Morris–Shore reduction of two degenerate manifolds, with the N = 1 → N′ = 0 line of CaF

A laser that drives a molecule, or the band edge of a crystal, usually connects a group of N_a lower states of equal energy to a group of N_b upper states through an N_a × N_b matrix of couplings. Morris and Shore (1983) showed that one fixed change of basis turns this network into independent two-level pairs plus states that the light does not touch. The tool is the singular value decomposition (SVD), which also splits a multi-antenna link into independent channels.

1. Premises and Hamiltonian

P1. The lower states |m⟩ all have energy E_a and the upper states |n⟩ all have energy E_b. Define ω0 = (E_b − E_a)/ħ.
P2. The light is a classical field acting through −d·E, with E(t) = ½ E0 f(t) ε exp(−iφ(t)) + complex conjugate. E0 is in V/m, f is a real dimensionless envelope, φ is the optical phase, and the complex unit vector ε is constant in time.
P3. The dipole d has no elements inside a manifold (parity forbids them in a free molecule), and no other level takes part.
P4. Terms oscillating at twice the optical frequency are dropped (rotating-wave approximation).

Write the state as

|ψ⟩ = exp(−iE_a t/ħ) [ Σ a_m |m⟩ + exp(−iφ) Σ b_n |n⟩ ].

Insert this in iħ d|ψ⟩/dt = (H0 − d·E)|ψ⟩ and project on ⟨m| and ⟨n|:

iħ da_m/dt = −½ E0 f Σ_n [ ⟨m|d·ε*|n⟩ + ⟨m|d·ε|n⟩ exp(−2iφ) ] b_n
iħ db_n/dt = ħΔ b_n − ½ E0 f Σ_m [ ⟨n|d·ε|m⟩ + ⟨n|d·ε*|m⟩ exp(2iφ) ] a_m

Here Δ(t) = ω0 − dφ/dt, the second part coming from the derivative of exp(−iφ). By P1 the detuning is the same for every n. P4 removes the terms in exp(±2iφ). Define the constant matrix, in s⁻¹,

V_mn = −E0 ⟨m|d·ε*|n⟩/ħ.   (1)

Since d is Hermitian, ⟨n|d·ε|m⟩ is the complex conjugate of ⟨m|d·ε*|n⟩, so the second equation holds V†. In blocks, lower manifold first,

H(t) = ħ [ ½ f(t) K + Δ(t) P_b ],  K = [[0, V], [V†, 0]],  P_b = [[0, 0], [0, 1]].   (2)

With this factor ½, a single pair with V = σ has Rabi frequency Ω = fσ. Authors who omit the ½ get twice the singular value.

2. The SVD built step by step

Step 1. W = V†V is an N_b × N_b Hermitian matrix, and β†Wβ = |Vβ|² ≥ 0 for any β. By the spectral theorem it has an orthonormal basis of eigenvectors β_k with eigenvalues σ_k² ≥ 0. Take σ_k ≥ 0 and let r be the number of nonzero ones.

Step 2. For k > r, |Vβ_k|² = σ_k² = 0, so Vβ_k = 0.

Step 3. For k ≤ r define α_k = Vβ_k/σ_k in the lower manifold. These are orthonormal: α_j†α_k = β_j†Wβ_k/(σ_jσ_k) = δ_jk. Hence r ≤ N_a as well as r ≤ N_b. They span the image of V, so r is the rank of V.

Step 4. V†α_k = Wβ_k/σ_k = σ_kβ_k, and so VV†α_k = σ_k²α_k.

Step 5. Complete the α_k to an orthonormal basis of the lower manifold, and let α be one of the N_a − r added vectors. For every j, β_j†V†α = (Vβ_j)†α. This vanishes for j ≤ r because Vβ_j = σ_jα_j is orthogonal to α, and for j > r by step 2. The β_j are complete, so V†α = 0.

Together these give V = Σ_{k≤r} σ_k α_k β_k†. VV† and V†V have the same nonzero eigenvalues, so it is enough to diagonalise the smaller one.

3. The reduction

Expand the amplitude vectors as a = Σ A_kα_k and b = Σ B_kβ_k. The basis vectors are constant because V is, so d/dt acts on A_k and B_k alone. From (2), i da/dt = ½ fVb and i db/dt = ½ fV†a + Δb. Project on α_k† and β_k† and use steps 2 to 5:

k ≤ r:  i dA_k/dt = ½ fσ_k B_k,  i dB_k/dt = ½ fσ_k A_k + Δ B_k   (3)
lower manifold, k > r:  dA_k/dt = 0
upper manifold, k > r:  i dB_k/dt = Δ B_k

P1 entered where Δb was projected: the detuning block is a multiple of the unit matrix and keeps its form in any basis.

Result. The system splits into r = rank V independent two-level pairs (α_k, β_k). All have the detuning Δ(t), and their Rabi frequencies are Ω_k(t) = f(t)σ_k, where σ_k² are the nonzero eigenvalues of VV†. There remain N_a − r dark lower states and N_b − r spectator upper states. Their total is

N_a + N_b − 2r = |N_a − N_b| + 2 [min(N_a, N_b) − r] ≥ |N_a − N_b|,   (4)

with equality only at full rank. A complex envelope puts f* in the upper right block and f in the lower left and changes no step, so several laser frequencies of one polarisation are covered.

Any two-level solution now carries over. For f = 1 and constant Δ, the two equations of (3) give d²B_k/dt² + iΔ dB_k/dt + σ_k²B_k/4 = 0. With A_k(0) = 1 and B_k(0) = 0 the solution has

|B_k(t)|² = σ_k²/(σ_k² + Δ²) · sin²(½ t √(σ_k² + Δ²)).   (5)

4. Magnus expansion and effective Hamiltonian

The Magnus expansion (1954) writes the propagator over 0 ≤ t ≤ T as U = exp(M1 + M2 + ...), with

M1 = −(i/ħ) ∫ H dt,  M2 = −(1/(2ħ²)) ∫₀ᵀ dt1 ∫₀^t1 dt2 [H(t1), H(t2)],

and nested commutators in higher orders. K commutes with itself and so does P_b, so only cross terms survive. Block multiplication gives KP_b − P_bK = [[0, V], [−V†, 0]] ≡ J, and

[H(t1), H(t2)] = ½ ħ² (f1Δ2 − f2Δ1) J,  M2 = −¼ J ∫∫ (f1Δ2 − f2Δ1),   (6)

where f1 = f(t1) and so on. K and P_b are block diagonal in the basis of section 3, products of block diagonal matrices are block diagonal, and so every Magnus term is. A truncated series never couples a dark state. Three consequences follow.

(a) On resonance, Δ = 0, all commutators vanish and M1 is exact: U = exp(−iSK/2) with S = ∫ f dt. Since K² = [[VV†, 0], [0, V†V]], the even powers give the lower block U_aa = cos(½ S √(VV†)), and the odd powers give U_ba = −i Σ β_kα_k† sin(½ Sσ_k). One pulse inverts all pairs only if every Sσ_k is an odd multiple of π.

(b) For constant Δ, swapping the order of integration in the f2 term turns the double integral into Δ ∫ f(t)(2t − T) dt, which vanishes for a pulse symmetric about T/2.

(c) A standard sufficient condition for convergence is ∫ ‖H‖ dt/ħ < π in the spectral norm. After the trivial shift Δ/2 is removed, pair k has norm ½ħ √(Δ² + f²σ_k²), so the largest singular value sets the condition.

Far from resonance the same structure gives the effective Hamiltonian. The pair matrix ħ[[0, Ω_k/2], [Ω_k/2, Δ]] has eigenvalues ½ħ[Δ ± √(Δ² + Ω_k²)]. For Δ > 0 the lower sign connects to α_k as f → 0, and it expands as −ħΩ_k²/(4Δ) + ħΩ_k⁴/(16Δ³). Both terms are odd in Δ, and the same series holds for the connected branch at Δ < 0. Summing the leading term over α_kα_k† gives

H_eff = −ħ f² VV†/(4Δ),   (7)

with relative corrections of size Ω_k²/(4Δ²), for an envelope slow on the scale 1/|Δ|. Dark states have no light shift.

5. The CaF line

CaF is laser slowed and cooled on lines that start from rotational level N = 1 of X²Σ⁺ (v = 0). Take the line to N′ = 0 of B²Σ⁺ (v = 0). A Σ–Σ line has ΔN = ±1, so N′ = 0 decays only to N = 1 and the rotational ladder is closed. The molecule has electron spin ½ and fluorine nuclear spin ½, which gives 3 × 2 × 2 = 12 lower and 4 upper states.

Assume Hund's case (b): each state is built from products of a rotational function of the axis direction n and a spin function, and d = μn acts on neither spin. Use the Cartesian functions |i⟩ = √(3/4π) n_i for N = 1 (i = x, y, z) and |0⟩ = 1/√(4π) for N′ = 0. The angular average of n_i n_j is δ_ij/3, so ⟨i|n_j|0⟩ = δ_ij/√3. Equation (1), with its overall sign absorbed in the upper states, gives the rotational coupling Ω0 u_i, where

u = ε*,  Ω0 = μE0/(√3 ħ).   (8)

All twelve states degenerate. Then V = Ω0 u ⊗ 1₄ and V†V = Ω0² 1₄. There are four equal pairs and 12 − 4 = 8 dark states for any polarisation. Real CaF breaks this degeneracy: spin-rotation and hyperfine terms split N = 1 into levels F = 1, 0, 1, 2 in rising order, over approximately 150 MHz, with F = 2 approximately 25 MHz above its neighbour. At the intensities used for cooling, P1 holds only inside one F level.

One level, F = 2. Couple the two spins to G = S + I, with G = 0 or 1. F = 2 can arise only from N = 1 and G = 1. In the upper manifold F′ = G. The light conserves G, so F = 2 couples only to F′ = 1: N_a = 5, N_b = 3. Write G = 1 in a Cartesian basis too, |x⟩ = (|−1⟩ − |+1⟩)/√2, |y⟩ = i(|−1⟩ + |+1⟩)/√2, |z⟩ = |0⟩, which rotates like a vector. A state of N = 1 and G = 1 is then a 3 × 3 array T_ia. Rotations leave three parts invariant: the trace (one state, F = 0), the antisymmetric part (three states, F = 1) and the symmetric traceless part (five states, F = 2). The projector on the last is

P_ia,kb = ½(δ_ik δ_ab + δ_ib δ_ak) − ⅓ δ_ia δ_kb.

The light maps the upper state |b⟩ to Ω0 u ⊗ |b⟩, and V keeps its F = 2 part. Since P² = P, (V†V)_ab = Ω0² Σ u_i* P_ia,kb u_k, that is

V†V = Ω0² [ ½·1 + ½ u u† − ⅓ u* uᵀ ].   (9)

Let the beam run along z with ε = (cos χ, i sin χ, 0), the output of a quarter-wave plate set at angle χ to linearly polarised light. The state |z⟩ is an eigenvector of the bracket with eigenvalue ½. With c = cos χ and s = sin χ, the x, y block has diagonal entries ½ + c²/6 and ½ + s²/6 and off-diagonal entries of modulus 5cs/6. The mean of the diagonal is 7/12, half its difference is cos 2χ/12, and 5cs/6 = 5 sin 2χ/12. So

σ²/Ω0² = 7/12 ± (1/12) √(1 + 24 sin² 2χ),  and ½.   (10)

Linear light (χ = 0) gives 2/3, 1/2, 1/2 and circular light (χ = π/4) gives 1, 1/2, 1/6, the squared Clebsch–Gordan coefficients of a 2 → 1 line. The smallest value never falls below 1/6, so r = 3 and exactly two states are dark. By the Wigner–Eckart theorem these ratios hold for any F = 2 → F′ = 1 dipole line, so departures from case (b) change only Ω0.

The dark states are symmetric traceless arrays with Σ_i u_i* T_ia = Σ_i ε_i T_ia = 0. The vectors with Σ w_i ε_i = 0 (no conjugate) are spanned by z and the unit vector v = (i s, −c, 0), so T is a combination of v⊗v, v⊗z + z⊗v and z⊗z. The traces are Σ v_i² = cos 2χ, 0 and 1. Removing the trace leaves

D1 = (v⊗z + z⊗v)/√2,  D2 = (v⊗v − cos 2χ z⊗z)/√(1 + cos² 2χ).   (11)

The antisymmetric projector gives in the same way V†V = ½Ω0²(1 − uu†), with eigenvalues 0, ½, ½ in units of Ω0². An F = 1 → F′ = 1 line thus has rank 2, one dark and one spectator state although N_a = N_b, which is the strict inequality in (4). The trace part gives ⅓Ω0² u*uᵀ. The three matrices add to Ω0²·1, as the degenerate limit requires.

The same algebra describes the band edge of a direct-gap zinc-blende crystal such as GaAs at k = 0. The four heavy- and light-hole states are the j = 3/2 part of a p-like orbital (L = 1) and spin ½, with projector (2 + L·τ)/3, where τ are the Pauli matrices, and the two conduction states are s-like. The expectation of L in the orbital u is −sin 2χ along z, so V†V is proportional to (2 − sin 2χ τ_z)/3. Circular light gives strengths 1 and 1/3, the 3 : 1 rule of optical spin orientation, and 4 − 2 = 2 valence states stay untouched. Away from k = 0, or under strain or confinement, heavy and light holes split and P1 fails.

6. Range of validity

General bound. Let H = H_MS + δH, where H_MS is (2) and δH is Hermitian. Then d(U_MS†U)/dt = −(i/ħ) U_MS† δH U. Integrating, and using that unitary factors keep the norm,

‖U − U_MS‖ ≤ ∫ ‖δH‖ dt/ħ.   (12)

For unequal energies within a manifold, measured from the centre, ‖δH‖ is half the larger spread. The reduction holds for pulses short against the inverse spread.

Spontaneous decay. If all upper states decay at the same rate Γ, as rotational symmetry ensures within one F′, the evolution between emissions has Δ → Δ − iΓ/2 and (3) survives. Each emission returns the molecule to a mixture of bright and dark states, so the populations of the pairs are not separately conserved, and population collects in the dark states.

Leak of a dark state in steady light. Let δH couple a dark state D to a bright state with element ħκ (real), with Δ = 0, Rabi frequency Ω and amplitudes A (bright) and B (upper). To lowest order in κ the amplitude of D stays 1 and the others are stationary: 0 = κ + ½ΩB and 0 = ½ΩA − ½iΓB. So B = −2κ/Ω and A = −2iκΓ/Ω². The dark population is lost at the rate

R = Γ|B|² = 4κ²Γ/Ω².   (13)

This needs |A| ≪ 1 and |B| ≪ 1. For Ω < Γ the stricter scale for κ is Ω²/(2Γ), which is smaller than Ω/2.

Fixed polarisation. If ε varies in time, so do α_k and β_k, and the equations gain terms −iħ α_j† dα_k/dt. Slow variation transports the dark subspace with a matrix-valued Berry connection, and fast variation empties it. Two fields f1V1 + f2V2 with independent envelopes reduce in a fixed basis only if V1 and V2 share singular vectors. In crossed beams ε depends on position, and a moving molecule sees it vary.

Other levels and P4. A level detuned by δ with coupling Ω′ is admixed with population Ω′²/(4δ²) and shifts its partner by Ω′²/(4δ), as in (7). The terms dropped in P4 have relative size Ω/ω0.

7. Numerical illustration

Inputs: approximate wavelength λ = 531 nm, approximate upper-state lifetime 25 ns, approximate upper rotational constant 10 GHz, the splittings of section 5, an assumed intensity I = 100 W/m² in one frequency resonant with F = 2 → F′ = 1, and χ = π/8. All decay is assigned to X (v = 0), which typically overstates that channel by less than 1 per cent. The numbers below are the model's.

Γ = 1/(25 ns) = 4.0 × 10⁷ s⁻¹ = 2π × 6.37 MHz. The free-space emission rate is ω0³/(3πε0ħc³) times the squared dipole summed over final states, and Σ_ij |⟨i|n_j|0⟩|² = 1, so that sum is μ². With ω0 = 2πc/λ,

μ² = 3ε0ħΓλ³/(8π²),  μ = 1.46 × 10⁻²⁹ C m.

From I = ½ε0cE0², E0 = 274 V/m. Equation (8) gives Ω0 = 2.19 × 10⁷ s⁻¹ = 2π × 3.5 MHz. Equivalently, with I_sat = πhcΓ/(3λ³) = 55.6 W/m² and I/I_sat = 1.80, Ω0 = Γ √(I/(6 I_sat)).

At χ = π/8, sin² 2χ = ½ and the root in (10) is √13 = 3.606:

pair | σ²/Ω0² | σ/Ω0 | Ω_k/2π
1 | 0.884 | 0.940 | 3.3 MHz
2 | 0.500 | 0.707 | 2.5 MHz
3 | 0.283 | 0.532 | 1.9 MHz

The ratios are fixed by symmetry, and the last column rests on the lifetime and the intensity. Two of the five states, 40 per cent of an unpolarised F = 2 population, are dark.

Sizes of the neglected terms:

Counter-rotating terms: Ω0/ω0 = 6.2 × 10⁻⁹.

Level N′ = 2, which lies 6 × 10 GHz = 60 GHz above N′ = 0: since |ε·n| ≤ 1, the coupling is at most μE0/ħ = √3 Ω0, and the admixture at most 2.5 × 10⁻⁹.

Other hyperfine levels: D1 and D2 remain exact eigenstates, because they have the F = 2 energy and no coupling to N′ = 0. The upper states are shifted unequally. The matrices V†V of all levels add to Ω0²·1 and the nearest level is 25 MHz away, so the shift is at most Ω0²/(4δ) = 2π × 0.12 MHz, a fraction 0.066 of the smallest Rabi frequency. Further frequencies resonant with those levels, as used in cooling, link the pairs through the shared upper states, yet D1 and D2 stay dark if the polarisation is common.

Decay: every Ω_k is below Γ, so (5) is not observable here. The reduction tells which states scatter and how strongly.

Magnetic field B_z along the beam: the Zeeman term is g_S μ_B B_z S_z with g_S ≈ 2 and S_z, F_z in units of ħ. Within F = 2, S_z is proportional to F_z, and the stretched state (S_z = ½, F_z = 2) fixes S_z = F_z/4, so δH = ħbF_z with b = μ_B B_z/(2ħ). In the Cartesian basis the z generator maps (w_x, w_y, w_z) to (−iw_y, iw_x, 0), so it annihilates z and sends v to the unit vector (ic, −s, 0), whose overlap with v is sin 2χ. Thus F_zD1 has unit norm, a part sin 2χ along D1, none along D2, and a part of size |cos 2χ| along the only other F = 2 state with one index z. That state is the bright partner of the upper |z⟩, pair 2. So κ = b|cos 2χ|. In a typical Earth field of 50 μT, b = 2π × 0.35 MHz and κ = 2π × 0.25 MHz, against Ω₂²/(2Γ) = 2π × 0.48 MHz. Then |A| = 0.52: the field rivals the light, (13) fails, and D1 is not dark. With the field compensated to 5 μT, |A| = 0.052 and R = 1.6 × 10⁴ s⁻¹, a dark-state life of 62 μs. The diagonal shifts ±b sin 2χ detune the bright state from D1 by 2κ at this χ, which lowers R by the fraction (2|A|)² = 0.011. Cooling needs scattering, so it destroys the dark states on purpose, with a field or by switching the polarisation.

The degenerate 12 → 4 form has its own window. At I = 10⁸ W/m², Ω0 = 2π × 3.5 GHz and a π pulse has S = π/Ω0 = 0.14 ns. For a duration T close to S, (12) with half the 150 MHz spread gives π × 150 MHz × T = 0.068, so a dark state loses at most 0.0046 of its population through the splittings. Decay enters as ΓT = 0.0057, and the admixture of N′ = 2 rises to at most 2.5 × 10⁻³ if the pulse edges are slow on the scale of the 60 GHz detuning. In this model the pulse inverts the four bright states together and leaves eight states dark, to about 1 per cent.